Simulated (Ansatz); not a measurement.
## As: pressure and energy change per atom as volume scale varies

Results calculated with Ansatz 0.2.0, not measured. Plane-wave DFT, scalar-relativistic PAW made under PBE with cores redone for the functional, no dispersion; the given relaxed cell is scaled uniformly, energy at zero smearing counts from the unscaled cell, pressure at the given Fermi-Dirac smearing is positive in compression.

The cell before it is scaled or strained (space group Im-3m, No. 229):
```
CELL_PARAMETERS angstrom
-1.67530 1.67530 1.67530
1.67530 -1.67530 1.67530
1.67530 1.67530 -1.67530
ATOMIC_POSITIONS crystal
As 0.00000 0.00000 0.00000
```

Settings of every row: spin polarised no; functional r2SCAN; wave cutoff 500 eV; smearing width 0.1 eV; k mesh 15x15x15.

Atom starting moment: 0 on all atoms.

Limits: the cell comes from a prototype or a list of computed structures and needn't be the stable phase.

```
row  volume scale  V (Å³/atom)  pressure (GPa)  energy change per atom (meV)
  1          0.88       16.551           14.31                         86.59
  2          0.92       17.303            8.38                         34.07
  3          0.96       18.055               ?                             ?
  4          1.04        19.56           -3.19                          8.95
  5          1.08       20.312            -5.6                         30.32
  6          1.12       21.065           -7.55                         61.64
```

Question: what pressure and energy change per atom should row 3 give?

Worked fit of pressure. Take u = (V_r/V)^(2/3) − 1 with V_r = 19.56 Å³ an atom, which is twice the finite (Eulerian) strain; such expansions in the strain, on which the Birch-Murnaghan equation of state is built, carry the rest volume and the bulk modulus. The shown rows have u = 0.1178, 0.08517, 0, -0.02484, -0.04822. Least squares give pressure = −3.214 + 106.396 × u + 357.07 × u² GPa; a straight line predicts inner rows, each left out in turn, worse (root mean square 1 against 0.08 GPa). The rows lie off it by 0.04, -0.06, 0.02, 0.04, -0.04 (root mean square 0.042 GPa). The pressure vanishes at u = 0.0276, or V = 18.78 Å³ an atom, and there the bulk modulus at fixed shape and fractions is B = −V dP/dV = (2/3)(1 + u) dP/du = 86.4 GPa. The withheld row has u = 0.05483, so the fit gives −3.214 + 106.396 × (0.05483) + 357.07 × (0.05483)² = 3.69 GPa.

The calculation gave 3.62 GPa. The fit lies 0.07 GPa (1.9 % of the value, 0.32 % of the column's range) above it; its largest miss of a shown row is 0.06 GPa.

Worked fit of energy change per atom. Take u = (V_r/V)^(2/3) − 1 with V_r = 19.56 Å³ an atom, which is twice the finite (Eulerian) strain; such expansions in the strain, on which the Birch-Murnaghan equation of state is built, carry the rest volume and the bulk modulus. The shown rows have u = 0.1178, 0.08517, 0, -0.02484, -0.04822. Least squares give energy change per atom = 8.505 − 597.672 × u + 10662.98 × u² meV; a straight line predicts inner rows, each left out in turn, worse (root mean square 30 against 1.2 meV). The rows lie off it by 0.52, -0.88, 0.44, 0.39, -0.48 (root mean square 0.57 meV). The withheld row has u = 0.05483, so the fit gives 8.505 − 597.672 × (0.05483) + 10662.98 × (0.05483)² = 7.79 meV.

The calculation gave 6.89 meV. The fit lies 0.90 meV (13 % of the value, 1.1 % of the column's range) above it; its largest miss of a shown row is 0.88 meV.
